## Reading a state from its polarisability: the valence levels of Co¹⁶⁺

An electric field mixes an atomic level with levels of opposite parity, and mixed levels repel each other. A partner that lies above pushes the level down, and a partner that lies below pushes it up. The push is strong when the partner is close in energy and the two orbitals overlap well. A ground state is only ever pushed down. An excited state is pushed from both sides, so the sign and size of its shift record where it stands among its neighbours. The shift also depends on how the orbital is oriented to the field, and this records its angular momentum.

The table gives the polarisabilities of seven states of the single valence electron of sodium-like cobalt, from a relativistic many-body calculation with Brueckner orbitals. The labels are removed. Which row belongs to which state, and how far can each assignment be trusted?

Static dipole polarisabilities of the lowest state of each symmetry in Co16+, one electron outside a closed [He] 2s2 2p6 core, from B-spline many-body code 1. The no-pair Dirac-Coulomb calculation uses frozen-core Dirac-Hartree-Fock, then Brueckner orbitals from a second-order or RPA-screened correlation potential, with static RPA for core polarisation. Candidates: 3s1/2, 3d3/2, 3p3/2, 4f5/2, 3d5/2, 3p1/2, 4f7/2.

| row | scalar (bohr³) | tensor (bohr³) |
| --- | --- | --- |
| A | 0.01844 | n/a |
| B | 0.02776 | 0.04976 |
| C | 0.1894 | n/a |
| D | -0.02037 | 0.02554 |
| E | -0.7294 | 0.6931 |
| F | -0.02237 | 0.03960 |
| G | -0.7438 | 0.8267 |

The same calculation places the levels as follows, measured from the ground state 3s: the 3p doublet at 36.52 and 39.67 eV, 3d near 89 eV, 4p near 273 eV, 4d near 292 eV and 4f near 300 eV. The 3p, 3d, 4p and 4d levels quoted here include shifts from the Breit interaction and QED, which lie outside the Dirac-Coulomb method of the polarisabilities. The 4f levels don't include them.

### What the two columns mean

In a weak static field $F$ along $z$, a sublevel with total angular momentum $j$ and projection $m$ shifts by $-\tfrac12\alpha(m)F^2$. Second-order perturbation theory gives, in atomic units,

$$\alpha(m)=2\sum_k\frac{|\langle k|z|jm\rangle|^2}{E_k-E}=\alpha_0+\alpha_2\,\frac{3m^2-j(j+1)}{j(2j-1)} .$$

The scalar $\alpha_0$ is the mean over $m$. The tensor $\alpha_2$ is the departure from that mean of the sublevel with $|m|=j$, so scalar plus tensor is the polarisability of that sublevel. The operator $z$ changes $l$ by one unit and conserves $m$. Without spin, the angular average gives a partner shell at distance $\Delta E=E_k-E$, with radial integral $R=\int u_{k}\,r\,u\,dr$, the contribution

$$\alpha_0(l\to l+1)=\frac23\,\frac{l+1}{2l+1}\,\frac{R^2}{\Delta E},\qquad \alpha_0(l\to l-1)=\frac23\,\frac{l}{2l+1}\,\frac{R^2}{\Delta E}.$$

A negative scalar is therefore no error. It says that partners below outweigh partners above.

A useful simpler system is the hydrogen-like ion of charge 17, which is what the valence electron sees when it stays outside the ten core electrons. There the radial integral within a shell is $R=\tfrac32\,n\sqrt{n^2-l_>^2}/17$, with $l_>$ the larger of the two $l$. In that ion all $l$ of one $n$ are degenerate apart from fine structure. In Co¹⁶⁺ penetration of the core spreads them out, s lowest, and the gaps within a shell stay smaller than the gaps between shells. The analogy can supply radial integrals for orbitals that hardly enter the core. It can't supply the gaps within a shell, and it should fail for 3s and 3p.

### Sorting by shell

A level with $j=\tfrac12$ has only $m=\pm\tfrac12$, and these shift alike, so it has no tensor. Rows A and C are therefore 3s1/2 and 3p1/2 in some order. This step is symmetry alone.

The five rows with a tensor must be two complete doublets and 3p3/2. Members of the d and f doublets lie within half an electronvolt of each other and see nearly the same partners, so their scalars should be close. D and F form one such pair, E and G the other, and B is left over as 3p3/2. Its partner must then be the row without a tensor whose scalar is of like size, which is A at 0.01844 bohr³ and not C, ten times larger. C is 3s. It has no valence level below it and a strongly coupled 3p doublet less than 40 eV above, so a positive and fairly large value fits.

The smallness of A and B can be argued from the formulas. For 3p the downward term to 3s carries weight 1 and the upward term to 3d weight 2. The hydrogenic $R^2$ stand as $n^2-l_>^2$, that is 8 to 5, and the gaps are about 39 and 51 eV. The two terms compare as $8/39=0.21$ and $2\times5/51=0.20$, and they nearly cancel. The sign of the remainder can't be had from so crude a count, which is why the assignment of B rests on the pairing and not on its being positive.

Of the two negative pairs, E and G are more than thirty times larger than D and F. The 4f level has 4d only about 8 eV below it, while 3d has 3p about 50 eV below and its partners above, 4p and 4f, about 180 and 210 eV away. Both are pushed up on balance, and 4f far more, since its gap is smaller and its $n=4$ orbitals are larger. E and G are 4f; D and F are 3d.

### A worked estimate for 4f

Take 4f7/2, whose only d partners have $j=\tfrac52$. The weight is $\tfrac23\cdot\tfrac37=\tfrac27$. The hydrogenic integral is $R=\tfrac32\cdot4\sqrt7/17=0.934$ bohr, and the calculated gap to 4d5/2 is 8.03 eV, or $8.03/27.21=0.295$ hartree. Then

$$\alpha_0(4f\to4d)=-\frac27\,\frac{0.934^2}{0.295}=-0.845\ \text{bohr}^3 .$$

The distant 3d level brings the downward sum to $-0.857$ in the full hydrogenic sum over states. The upward terms, mainly to the g levels and their continuum, add $+0.138$, which leaves $-0.720$ bohr³. Nothing was fitted, though the gap is taken from the calculation. The estimate is within about 3% of both E and G, relative to their values. It confirms the shell and can't tell the two rows apart, because they differ by only 2%.

### Sorting by $j$

The sublevel with $j=l+\tfrac12$ and $m=j$ is a pure product of $m_l=l$ and spin up. No state of lower $l$ has so large an $m$, so this stretched sublevel mixes only with $l+1$, and for the lowest state of each $l$ all such partners lie above. Its polarisability, scalar plus tensor, must be positive. For G the sum is $+0.083$ bohr³ and for E it is $-0.036$, far outside the rounding of the table. E can't be the stretched member, so E is 4f5/2 and G is 4f7/2. Row B passes the same test with $+0.0775$. Its $|m|=\tfrac12$ sublevel, which does couple to 3s, has $-0.0220$, so the positive scalar hides two opposite shifts.

For D and F both sums are positive, $+0.0052$ and $+0.0172$, and the sign decides nothing. The ratio of the tensors is needed. If spin were a spectator, the tensor of $j=l+\tfrac12$ would be that of the orbital, $\alpha_2(l)$. The top sublevel of $j=l-\tfrac12$ has $m_l=l$ with probability $2l/(2l+1)$ and $m_l=l-1$ with probability $1/(2l+1)$. The orbital factor $[3m_l^2-l(l+1)]/[l(2l-1)]$ is 1 for the first and $(l-3)/l$ for the second. The average gives

$$\frac{\alpha_2(l-\tfrac12)}{\alpha_2(l+\tfrac12)}=\frac{(l-1)(2l+3)}{l(2l+1)},$$

which is 0 for p, $7/10$ for d and $6/7$ for f. The lower $j$ has the smaller tensor. The table has D/F $=0.645$ and E/G $=0.838$, against 0.700 and 0.857. This makes D 3d3/2 and F 3d5/2, and it confirms a second time which pair is d and which is f. The exact hydrogenic value for the stretched 3d sublevel, $n^4(17n^2-9l^2+19)/(8\cdot17^4)=0.0165$ bohr³, points the same way, being close to the sum for F and three times the sum for D.

The split into A, C and the rest is certain, and E against G is fixed by a sign once the pair is known to be 4f. C against A, and the shells of the two pairs, are sure by sizes that differ tenfold or more, and B is sure as the row left over from the pairs. The order of D and F is the weakest call, since it needs the recoupling argument, which the table obeys only to 8% relative to $7/10$. On the scalar column alone both doublet orders would be ambiguous.

The rows with their labels:

| polarised | scalar (bohr³) | tensor (bohr³) |
| --- | --- | --- |
| 3s1/2 | 0.1894 | n/a |
| 3p1/2 | 0.01844 | n/a |
| 3p3/2 | 0.02776 | 0.04976 |
| 3d3/2 | -0.02037 | 0.02554 |
| 3d5/2 | -0.02237 | 0.03960 |
| 4f5/2 | -0.7294 | 0.6931 |
| 4f7/2 | -0.7438 | 0.8267 |

The column headed polarised names the state, and all seven assignments hold. The rows are six excited states and one ground state from two shells, so they form no single trend.

### How far the simple sum goes

Two versions of the sum over states were compared with all seven rows, and their printed output follows this section. Both use exact angular factors, nonrelativistic radial integrals and the calculated level energies where these are quoted. The first takes a pure charge 17. The second adds a penetrable cloud of ten electrons, whose one length was fitted to the 3s, 3p and 3d binding energies and to no polarisability. Because the gaps are borrowed, agreement tests the angular and radial picture and says nothing on whether the gaps are right. The division into downward and upward parts belongs to the models.

The pure Coulomb version fails where the analogy ends. It puts 3s 44% too high relative to the table, because penetration pulls the orbitals in. Its 3s–3p integral is 0.749 bohr, while the table implies about 0.63 if 3p carries the whole scalar, and the penetrable cloud also gives 0.63. The same integral sets the downward term of 3p, so an error that is moderate for 3s wipes out the remainder for 3p1/2, which comes out at $-0.0003$ bohr³ with the wrong sign. With the cloud every sign is right and all five tensors are within 5% of the table. An automatic match of model to rows succeeds with either version. Swapping the 3d rows worsens the misfit three to five times and swapping the 4f rows more than ten times, in line with the grading above.

The differences within doublets come mostly from the gaps, as the models show, since their radial integrals don't depend on $j$. From 3p1/2 to 3p3/2 the gap down to 3s widens and the main gap up to 3d narrows, from 52.76 to 50.07 eV. Both changes raise the scalar, and the cloud model gives a step of $+0.0094$ bohr³ against $+0.0093$ in the table. The shortfall of the d ratio below $7/10$ has the same source. The tensor of 3d3/2 gets a positive term from 3p1/2 and a negative one from 3p3/2, and the 3p splitting moves the first partner away and the second closer. Both models give 0.650. For 4f the cloud model finds a step of $-0.0123$ against $-0.0144$. This step is set by a small difference of intervals, $\tfrac{14}{15}$ of the 4d splitting minus the 4f splitting. That is 939 cm⁻¹ with the levels the models use, in which 4d includes Breit and QED terms and 4f doesn't. Without those terms it is 1055 cm⁻¹ from the DHF doublets and about 1080 cm⁻¹ from the correlated ones, which would scale the model step to about $-0.0138$ and $-0.0141$. Most of the shortfall can thus be put down to the mixed treatment of the borrowed levels, though which intervals entered the polarisabilities isn't shown here.

The 4f rows are the ones most exposed to the limits of the calculation. A change of 0.1 eV in the 4d–4f gap moves the downward term by 1.2%, about 0.01 bohr³. A shift common to both members moves the two rows alike, and their difference depends on the fine-structure intervals instead. These are the less secure part. Correlation alone widens them slightly from their DHF values, by about 0.5% for 3p and 2% for 4d. The Breit and QED terms act the other way and are larger: with them the quoted 3p, 4p, 3d and 4d intervals end 2 to 7% below the DHF ones. A Dirac-Coulomb polarisability leaves this narrowing out. The small step between the 4f scalars therefore deserves less trust than the tensor ratio. The known softness of cores with an outer s² shell doesn't apply to a core that ends in 2p⁶.

### The core term

The core's own polarisability, 0.0047 bohr³, adds equally to every sublevel and leaves the tensor alone. It is under 1% of the 4f scalars and 2.5% of 3s, but 17 to 25% of the 3p and 3d values. The stretched sublevels suggest that it is contained in the scalar column. Penetration contracts an orbital and widens its gap to the partners of higher $l$, and both should lower the stretched polarisability below the hydrogenic value, yet the table lies above it for both 3d5/2 and 4f7/2, the latter at 0.083 against 0.0805. With the core removed both fall below, close to the cloud model. Adding the core to that model improves six of the seven scalars and cuts the error of 3d3/2, its worst row, from 28% to 5% of the tabulated value. Two facts keep this a hint. The 3s row gets worse, to 3% high, and the stretched 3p3/2 value lies midway between the model with and without the core. The model lacks the shielding of the field by the core and all relativistic contraction, which would lower 3s, but their size isn't shown here. No assignment depends on the answer.

### Neighbouring cases

The same reasoning gives the sign for other levels. While the shells stay well apart, as in this ion, the highest $l$ of a shell has its near partner below and should be negative, the more so as $n$ grows and the gap closes. Near the neutral end of the sequence the shells interleave, 4p can lie close above 3d, and the rule need not hold. An s level has its near partner above and should be positive. For 4d the push from 4f, 8 eV above, counts as $3\times7/8$ and that from 4p, about 19 eV below, as $2\times12/19$, so theory argues a positive scalar, unlike 3d, which has no f level in its own shell. Along the sodium-like ions $R^2$ falls as the inverse square of the charge seen by the electron, gaps within a shell grow roughly as its first power and gaps between shells as its square. Terms within a shell thus fall roughly as the inverse cube and the others as the inverse fourth power. Fine structure grows faster than either gap, so the 3p doublet should draw apart with rising charge and the spectator-spin ratios should hold less well.

Numerical output:

```
cloud length a=0.1585 bohr; E(model)-E(run) 3s,3p,3d eV: B [ 1.9 -3.   2.1] A [109.7  71.   20.1]
rounding floor bohr^3: 5e-5 for |x|>0.1, 5e-6 below; table: scalar+tensor, tensor/scalar, core/|scalar| %
 3s1/2 +nan +nan 2.5
 3p1/2 +nan +nan 25.4
 3p3/2 +0.0775 +1.793 16.8
 3d3/2 +0.0052 -1.254 23.0
 3d5/2 +0.0172 -1.770 20.9
 4f5/2 -0.0363 -0.950 0.6
 4f7/2 +0.0829 -1.111 0.6
model A: R(3s3p)=0.7487 R(3p3d)=0.5919 R(4d4f)=0.9338 bohr
 row: down up blocked | scalar err err(+core) | tensor err% | stretched (bohr^3, no core)
 3s1/2: +0.0000 +0.2724 +0.0000 | +0.2724 +0.0830 +0.0877 | +nan +nan | +0.2724
 3p1/2: -0.0928 +0.0925 +0.0000 | -0.0003 -0.0188 -0.0141 | +nan +nan | -0.0003
 3p3/2: -0.0854 +0.0970 +0.0000 | +0.0116 -0.0162 -0.0115 | +0.0752 +51.1 | +0.0867
 3d3/2: -0.0487 +0.0213 +0.0000 | -0.0274 -0.0070 -0.0024 | +0.0289 +13.3 | +0.0015
 3d5/2: -0.0508 +0.0213 +0.0000 | -0.0295 -0.0071 -0.0024 | +0.0445 +12.4 | +0.0150
 4f5/2: -0.8453 +0.1376 +0.0000 | -0.7077 +0.0217 +0.0264 | +0.6720 -3.0 | -0.0357
 4f7/2: -0.8573 +0.1377 +0.0000 | -0.7196 +0.0242 +0.0289 | +0.7994 -3.3 | +0.0798
 blind match: ['3s1/2', '3p1/2', '3p3/2', '3d3/2', '3d5/2', '4f5/2', '4f7/2'] worst scalar (rel): 3p1/2
 misfit right/swapped: 3d30.1670/0.5246 4f50.0041/0.0659
 doublet scalar steps p,d,f: +0.0119 -0.0020 -0.0119; tensor ratios d,f 0.650 0.841
model B: R(3s3p)=0.6308 R(3p3d)=0.5701 R(4d4f)=0.9501 bohr
 row: down up blocked | scalar err err(+core) | tensor err% | stretched (bohr^3, no core)
 3s1/2: +0.0000 +0.1907 -0.0001 | +0.1906 +0.0012 +0.0059 | +nan +nan | +0.1906
 3p1/2: -0.0659 +0.0803 -0.0001 | +0.0144 -0.0040 +0.0006 | +nan +nan | +0.0144
 3p3/2: -0.0606 +0.0845 -0.0001 | +0.0238 -0.0040 +0.0007 | +0.0514 +3.3 | +0.0752
 3d3/2: -0.0452 +0.0193 -0.0003 | -0.0262 -0.0058 -0.0011 | +0.0267 +4.6 | +0.0006
 3d5/2: -0.0471 +0.0193 -0.0003 | -0.0281 -0.0057 -0.0010 | +0.0411 +3.8 | +0.0131
 4f5/2: -0.8725 +0.1370 +0.0000 | -0.7354 -0.0060 -0.0014 | +0.6948 +0.2 | -0.0406
 4f7/2: -0.8849 +0.1371 +0.0000 | -0.7477 -0.0039 +0.0007 | +0.8265 -0.0 | +0.0788
 blind match: ['3s1/2', '3p1/2', '3p3/2', '3d3/2', '3d5/2', '4f5/2', '4f7/2'] worst scalar (rel): 3d3/2
 misfit right/swapped: 3d30.0999/0.4554 4f50.0001/0.0619
 doublet scalar steps p,d,f: +0.0094 -0.0019 -0.0123; tensor ratios d,f 0.650 0.841
table steps p,d,f: +0.0093 -0.0020 -0.0144; tensor ratios 0.645 (0.700) 0.838 (0.857)
stretched 3d5/2: table 0.0172, minus core 0.0126, exact hydrogenic 0.0165 bohr^3
stretched 4f7/2: table 0.0829, minus core 0.0782, exact hydrogenic 0.0805 bohr^3
gaps eV: 3d3-3p1=52.76 3d5-3p3=50.07 4f7-3d5=210.34 4f5-4d3=8.16 4f5-4d5=7.95 4f7-4d5=8.03
4f scalar ratio 7/2:5/2 table 1.0197, 4d gaps only 1.0144; 0.1 eV moves the 4d term 1.2%
3s two-level R(3s3p) implied 0.6345 bohr; 3s/3p1/2=10.3; 3p3/2 |m|=1/2 -0.0220
```
